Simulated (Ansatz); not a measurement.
## ZrH3: energy above lowest point against volume scale

Free energy against uniform scaling of the volume at fixed shape and fractions; periodic cell, basis, potentials, k mesh and filling as listed. The results are calculated, by Ansatz 0.2.0.

The cell before it is scaled or strained (space group Pm-3m, No. 221):
```
CELL_PARAMETERS angstrom
3.12600 0.00000 0.00000
0.00000 3.12600 0.00000
0.00000 0.00000 3.12600
ATOMIC_POSITIONS crystal
Zr 0.00000 0.00000 0.00000
H 0.00000 0.50000 0.50000
H 0.50000 0.00000 0.50000
H 0.50000 0.50000 0.00000
```

Settings of every row: functional r2SCAN; dispersion none; potentials PAW; wave cutoff 500 eV; density cutoff 2000 eV; k mesh 7x7x7; k shift 0x0x0; occupations methfessel paxton; smearing width 0.1 eV; spin none; SCF threshold exponent -8.

Limits: coarse k mesh, up to 40 meV an atom off; the cell comes from a prototype or a list of computed structures and needn't be the stable phase.

| row | volume scale | V (Å³/atom) | energy above lowest point (meV/atom) |
| --- | --- | --- | --- |
| 1 | 0.9 | 6.873 | 29.3 |
| 2 | 0.925 | 7.064 | 14.3 |
| 3 | 0.95 | 7.255 | 4.8 |
| 4 | 0.975 | 7.446 | ? |
| 5 | 1 | 7.637 | 0 |
| 6 | 1.025 | 7.828 | 3.7 |
| 7 | 1.05 | 8.019 | 10.8 |
| 8 | 1.075 | 8.209 | 21 |
| 9 | 1.1 | 8.4 | 34 |

Question: what energy above lowest point should row 4 give?

Worked fit of energy above lowest point. Take u = (V_r/V)^(2/3) − 1 with V_r = 7.7325 Å³ an atom, which is twice the finite (Eulerian) strain; such expansions in the strain, on which the Birch-Murnaghan equation of state is built, carry the rest volume and the bulk modulus. The shown rows have u = 0.08172, 0.06213, 0.04341, 0.00832, -0.00815, -0.02396, -0.03908, -0.0537. Least squares give energy above lowest point = 1.38 − 224.2 × u + 7052 × u² − 1562 × u³ meV/atom; a parabola predicts inner rows, each left out in turn, worse (root mean square 0.12 against 0.021 meV/atom). All shown rows lie on it to the printed digit. Its lowest point lies at u = 0.0160, or V = 7.551 Å³ an atom, and the curvature there gives the bulk modulus at fixed shape and fractions, B = (4/9)(1 + u)² E″(u)/V = 136 GPa. The withheld row has u = 0.02549, so the fit gives 1.38 − 224.2 × (0.02549) + 7052 × (0.02549)² − 1562 × (0.02549)³ = 0.2 meV/atom.

The calculation gave 0.2 meV/atom. The fit meets it to the printed digit.
